Appendix A. Increments, the truncated expansion and the growth of numerical noise, with numbers for solid ammonia

A.1 Increments and the closed form

Take N units (here NH₃ molecules) and let E_T be the energy computed for a subset T, with E_∅ = 0. Each E_T is one number, whatever larger set T is part of. The increment of a subset S is

Δ_S = Σ_{T⊆S} (−1)^(|S|−|T|) E_T.   (A1)

Sum (A1) over all S inside a set U. The energy E_T then carries the factor Σ_j (−1)^j C(|U|−|T|, j) = (1−1)^(|U|−|T|), which is 1 for T = U and 0 otherwise. Hence E_U = Σ_{S⊆U} Δ_S (Möbius inversion), and the expansion is exact at full order for any set function, noisy or not.

The truncated energy is E(n) = Σ_{|S|≤n} Δ_S. A k-mer lies in C(N−k, m−k) sets of size m. Pascal's rule telescopes the alternating sum, Σ_{j=0..p} (−1)^j C(M, j) = (−1)^p C(M−1, p), so that

E(n) = Σ_{k=1..n} c_k Σ_{|T|=k} E_T,   c_k = (−1)^(n−k) C(N−k−1, n−k).   (A2)

For example E(2) = Σ E_ij − (N−2) Σ E_i. At n = N all c_k with k < N vanish and c_N = C(−1, 0) = 1.

A.2 Dimensionless groups

The problem has a noise amplitude σ and a target accuracy per molecule τ (energies), the cubic lattice constant a and cluster radius R (lengths), the dispersion coefficients C₆ and C₉, and the order n. Six dimensional quantities and two dimensions leave four groups besides n: σ/τ; N = (4π/3)ρR³, with ρ the number density; ρ²C₆/τ; and ρC₉/C₆. Since (A2) is linear with integer coefficients, the noise is σ times a pure function of N and n. The material enters only through the N and n that τ demands.

For zero-mean noise of standard deviation σ, independent between subsystems, the variance of the total energy E(n) is σ²V with

V(N, n) = Σ_{k=1..n} C(N, k) C(N−k−1, n−k)².   (A3)

A.3 Regimes in N and n

Large N at fixed n. Term k of (A3) scales as N^(2n−k)/(k! [(n−k)!]²), so the monomers dominate: they are the fewest but carry the largest coefficient. The k = 1 term is V₀ Π_{j=2..n} (1 − j/N)², with V₀ = N^(2n−1)/[(n−1)!]², and to first order the product is 1 − (n²+n−2)/N. The k = 2 term adds (n−1)²/(2N) of V₀. Together

σ√V = σ N^(n−1/2)/(n−1)! × [1 − (n−1)(n+5)/(4N) + O(N⁻²)].   (A4)

Per molecule the law is σ N^(n−3/2)/(n−1)!, which falls with N only for n = 1. If the noise grows with subsystem size as σ k^p, the leading term is unchanged and the dimer part of the correction is multiplied by 4^p. For the fcc shell clusters N = 13 and 55:

N    n    √V          √(V/V₀)    bracket of (A4)
13   2    40.6        0.867      0.865
13   3    218         0.715      0.692
13   4    732         0.554      0.481
55   2    395         0.968      0.968
55   3    1.04×10⁴    0.929      0.927
55   4    1.81×10⁵    0.882      0.877

Crossover at n ~ √N. The ratio of term k+1 to term k is exactly

r_k = (N−k)(n−k)²/[(k+1)(N−k−1)²].   (A5)

Dimers overtake monomers when r₁ > 1, near n = 1 + √(2N): 6.1 for N = 13 and 11.5 for N = 55, the first integer orders being 6 and 12. With x = n²/N fixed and N large, r_k → x/(k+1), the terms sum to (eˣ − 1)/x times the first, and the product above tends to e⁻ˣ:

V/V₀ → (1 − e⁻ˣ)/x.   (A6)

Its small-x form 1 − x/2 is the n² part of (A4), and relative corrections are of order N^(−1/2).

Order proportional to N. Put n = νN. The dominant size k = κN has r_k = 1, that is (ν−κ)² = κ(1−κ). A coefficient is largest when its binomial is central, |c_k| ~ 2^(N−k) up to powers of N, and Σ_k C(N, k) 4^(N−k) = 5^N peaks at κ = 1/5. The central condition ν − κ = (1−κ)/2 then gives ν = 3/5. The worst order is near 3N/5, where √V grows as 5^(N/2) up to powers of N. For N = 13 the estimate is 7.8 and the exact maximum lies at n = 7, with √V = 3891.

Near full order. At n = N−1 every |c_k| = 1 and V = 2^N − 2, so √V = 90.5 for N = 13. At n = N, V = 1. The last increment removes all subsystem noise in one step, because only the single calculation on the whole system survives.

A.4 Correlated noise

Independence is an assumption, and four other cases follow from (A1) and (A2).

(i) An error ε per molecule, ε|T| in E_T, has no increments beyond first order. It shifts E(n) by Nε at every n and is not amplified.

(ii) A constant offset ε in every E_T gives Δ_S the shift −(−1)^|S| ε, and E(n) the shift ε[1 − (−1)^n C(N−1, n)], of order εN^n/n!.

(iii) If all monomers are equivalent and computed once, their errors add coherently to N c₁σ, larger than (A4) by √N.

(iv) If every increment gets its own 2^m − 1 calculations with independent noise, the variance is σ² Σ_m C(N, m)(2^m − 1) and the amplitude grows only as N^(n/2). This happens for separate stochastic runs, and plausibly for threshold noise when each subsystem is computed in the basis of its parent m-mer (counterpoise). Then E_T depends on S and (A2) no longer applies. Repeating a deterministic calculation with identical input reproduces its error and gains nothing.

A.5 The estimator for a crystal

With all molecules equivalent, each increment is shared among its members, and the interaction energy per molecule is

e(n) = Σ_{S∋0, 2≤|S|≤n} Δ_S/|S|,   (A7)

with S drawn from a ball of N molecules around molecule 0. A shared monomer error ε shifts an m-mer increment by (−1)^(m−1) mε. There are C(N−1, m−1) such sets, so the coefficient of ε is Σ_{m=2..n} (−1)^(m−1) C(N−1, m−1) = c₁ − 1, and the noise is σN^(n−1)/(n−1)! at large N. Each further order multiplies |c₁| by (N−1−n)/n. For n = 3 the dimers containing 0 have coefficient 1/2 − (N−2)/3, the other dimers −1/3 and the trimers +1/3. Their variance is of order N³ against N⁴/4 for the monomer. Sharing dimers by symmetry changes the prefactor of N³ and leaves the power.

A.6 Inputs for ammonia

The cubic phase I (space group P2₁3, four equivalent molecules per cell) is modelled by isotropic molecules on fcc sites. Typical or approximate inputs are a ≈ 5.1 Å, C₆ ≈ 53 eV Å⁶, polarisability volume α ≈ 2.2 Å³ and the single-oscillator estimate C₉ = (3/4)αC₆ = 87 eV Å⁹. Then ρ = 4/a³ = 0.0302 Å⁻³ and the neighbour distance is d = a/√2 = 3.61 Å. The expansion is applied to the correlation energy on top of a periodic mean-field energy, which carries the electrostatics and the cooperative induction of the hydrogen bonds. The target is τ = 10 meV per molecule (τ/k_B = 116 K). The noise σ = 10 μeV is illustrative: rounding to six decimals in hartree gives a uniform error with σ = 27.2 μeV/√12 = 7.9 μeV.

Signal by order. The fcc sum Σ(d/r)⁶ is 14.454 and C₆/(2d⁶) = 12.05 meV, so the undamped pair term is −174 meV. In the real structure the twelve neighbours split into six hydrogen-bonded ones near 3.4 Å and six near 3.9 Å, which raises the first-shell term by only 2 per cent. The three-body term is the Axilrod–Teller–Muto form C₉(1 + 3 cos θ₁ cos θ₂ cos θ₃)/(r₁₂r₁₃r₂₃)³. The 8 equilateral nearest-neighbour triangles per molecule give 11 C₉/d⁹ = 9.3 meV, and the full fcc sum, taken as approximately 19.2 C₉/d⁹, gives +16 meV. The expansion parameter C₉/(C₆d³) is 0.035.

Truncation in N. In the continuum the omitted pair energy is

−(1/2)∫_R^∞ 4πr²ρ C₆ r⁻⁶ dr = −(2π/3)ρC₆/R³ = −B₂/N,   B₂ = (8π²/9)ρ²C₆ = 0.423 eV.   (A8)

For N = 55 this is 7.7 meV in size, against 7.6 meV from the lattice sum less its first four shells. It equals τ at N = 42, R = 6.9 Å.

The three-body tail has the same power, since ρ²C₉/R³ is an energy. Label each omitted trimer {0, j, k} by its farther member k at distance r > R and integrate j over the ball |j| < r, leaving out small spheres about 0 and k. Every complete shell |j| = s < r integrates to zero. The shells cut by the sphere about k leave (4π/3)C₉/r⁶ as that sphere shrinks. With the weight 1/3 of (A7) the tail is +(16π²/27)ρ²C₉/R³, a fraction (8π/9)ρC₉/C₆ = (2π/3)ρα = 0.139 of (A8) with opposite sign. Lattice corrections are of relative order d/R. At n = 3 the net constant is B₃ = 0.364 eV.

Neglected terms. A C₈ term adds (3/5)(C₈/C₆)/R² to (A8), 9 per cent at 6.9 Å for C₈/C₆ ≈ 7 Å². A larger one comes from the dipole. If correlation changes a dipole μ ≈ 1.5 D by about δμ ≈ 0.1 D, pair increments contain 2μδμ/(4πε₀r³) = 0.187 eV Å³/r³ times an angular factor of order one, which passes C₆/r⁶ at r = 6.6 Å. It averages to zero in the continuum because the four dipoles of the cell cancel, but it leaves a remainder of either sign from shell to shell. The model assumes that it is subtracted and summed by an Ewald method. Otherwise B/N describes only the smooth part of the tail.

A.7 Crossovers

Order against noise. For N = 55 the shared-monomer coefficients |c₁ − 1| are 54, 1377 and 23427 for n = 2, 3, 4, and |c₁| grows by factors of 26 and 17. The signal falls by a factor of 11 from n = 2 to n = 3. With σ = 10 μeV the noise is 0.54, 14 and 234 meV. The three-body order breaks even, noise equal to the 16 meV it adds, at σ = 12 μeV. Holding the noise alone at τ needs σ below 185, 7.3 and 0.43 μeV.

Which subsystems matter. At n = 3 and N = 55, independent dimers and trimers contribute a factor of 127, which raises the total from 1377 to only 1383. Converging the one monomer far better than the rest therefore relaxes the tolerance to 78 μeV. In case (iv) the variance factor of (A7) is Σ_m C(N−1, m−1)(2^m − 1)/m², its root is 34.0, and the tolerance is 0.29 meV.

Size against noise. Adding bias and noise in quadrature, (B/N)² + [σN^(n−1)/(n−1)!]² is least at

N* = [B(n−1)!/(σ√(n−1))]^(1/n),   total = (B/N*)√(n/(n−1)) ∝ σ^(1/n).   (A9)

Below N* the tail dominates and the total falls as 1/N, and above it the total rises as N^(n−1). For σ = 10 μeV, n = 2 gives N* = 206 (R = 11.8 Å) and 2.9 meV, to which the omitted three-body 16 meV must be added. For n = 3, N* = 37 and the total is 12 meV. The exact coefficient 819 at the nearby closed shell N = 43 gives 8.5 meV of bias and 8.2 meV of noise, 11.8 meV in all. Reaching τ at n = 3 needs σ = 5.8 μeV by (A9). The cube-root law makes gains slow: σ = 0.1 μeV moves the optimum to N* = 173 and 2.6 meV. Adding the analytic tail to the result cuts the bias to the uncertainty of B, tens of per cent given the terms above, and lowers N* only as the n-th root of that reduction.

The combinatorial factors in this appendix are exact or carry their stated corrections. The energies, tolerances and optimal sizes are the model's, good to one or two figures. Its pair term of 174 meV is less than half of the typical lattice energy of ammonia, about 0.4 eV, because electrostatics, induction, exchange, damping and higher dispersion are outside it. Only the long-range tail and the rough size of the three-body dispersion term enter the crossovers. Within the model, a three-body expansion over 40 to 55 molecules with one shared monomer energy needs that energy to a few μeV for 10 meV per molecule.